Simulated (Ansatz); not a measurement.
# A series in volume per atom on Pb

All results are calculated (Ansatz 0.2.0 development build). Equation of state of a cubic crystal from periodic Kohn-Sham density functional theory without spin; pressure corrected for the finite basis.

Cell of the first row (space group Fm-3m, No. 225):
```
CELL_PARAMETERS angstrom
0.00000 2.47180 2.47180
2.47180 0.00000 2.47180
2.47180 2.47180 0.00000
ATOMIC_POSITIONS crystal
Pb 0.00000 0.00000 0.00000
```

Settings of every row: formula Pb; structure type fcc; functional PBE; spin treatment none; k mesh 37x37x37; occupation method fermi-dirac; occupation width 0.061225619 eV; wave cutoff 420 eV; datasets soft-1 PAW; density cutoff ratio 4.

Limits: no spin-orbit coupling with 6p elements.

| row | volume per atom (Å³) | pressure (GPa) | energy above lowest point (meV/atom) |
| --- | --- | --- | --- |
| 1 | 30.203 | 2.63 | 13.93 |
| 2 | 30.846 | ? | ? |
| 3 | 31.488 | 0.669 | 1 |
| 4 | 32.131 | -0.153 | 0 |
| 5 | 32.774 | -0.886 | 2.11 |

Question: what pressure and energy above lowest point should row 2 give?

Worked fit of pressure. Take u = (V_r/V)^(2/3) − 1 with V_r = 31.809 Å³ an atom, which is twice the finite (Eulerian) strain; such expansions in the strain, on which the Birch-Murnaghan equation of state is built, carry the rest volume and the bulk modulus. The shown rows have u = 0.03514, 0.00678, -0.00669, -0.01973. Least squares give pressure = 0.2465 + 61.136 × u + 190.4 × u² GPa; a straight line predicts inner rows, each left out in turn, worse (root mean square 0.088 against 0.002 GPa). The rows lie off it by 0.000, -0.001, 0.001, 0.000. The pressure vanishes at u = -0.0041, or V = 32 Å³ an atom, and there the bulk modulus at fixed shape and fractions is B = −V dP/dV = (2/3)(1 + u) dP/du = 39.6 GPa. The withheld row has u = 0.02071, so the fit gives 0.2465 + 61.136 × (0.02071) + 190.4 × (0.02071)² = 1.594 GPa.

The calculation gave 1.592 GPa. The fit lies 0.002 GPa (0.057 % of the column's range) above it; its largest miss of a shown row is 0.001 GPa.

Worked fit of energy above lowest point. Take u = (V_r/V)^(2/3) − 1 with V_r = 31.809 Å³ an atom, which is twice the finite (Eulerian) strain; such expansions in the strain, on which the Birch-Murnaghan equation of state is built, carry the rest volume and the bulk modulus. The shown rows have u = 0.03514, 0.00678, -0.00669, -0.01973. Least squares give energy above lowest point = 0.083 + 75.66 × u + 9058.8 × u² meV/atom; a straight line predicts inner rows, each left out in turn, worse (root mean square 4.2 against 0.036 meV/atom). The rows lie off it by 0.00, -0.01, 0.02, -0.01. Its lowest point lies at u = -0.0042, or V = 32.01 Å³ an atom, and the curvature there gives the bulk modulus at fixed shape and fractions, B = (4/9)(1 + u)² E″(u)/V = 40 GPa. The withheld row has u = 0.02071, so the fit gives 0.083 + 75.66 × (0.02071) + 9058.8 × (0.02071)² = 5.54 meV/atom.

The calculation gave 5.5 meV/atom. The fit lies 0.04 meV/atom (0.29 % of the column's range) above it; its largest miss of a shown row is 0.02 meV/atom.
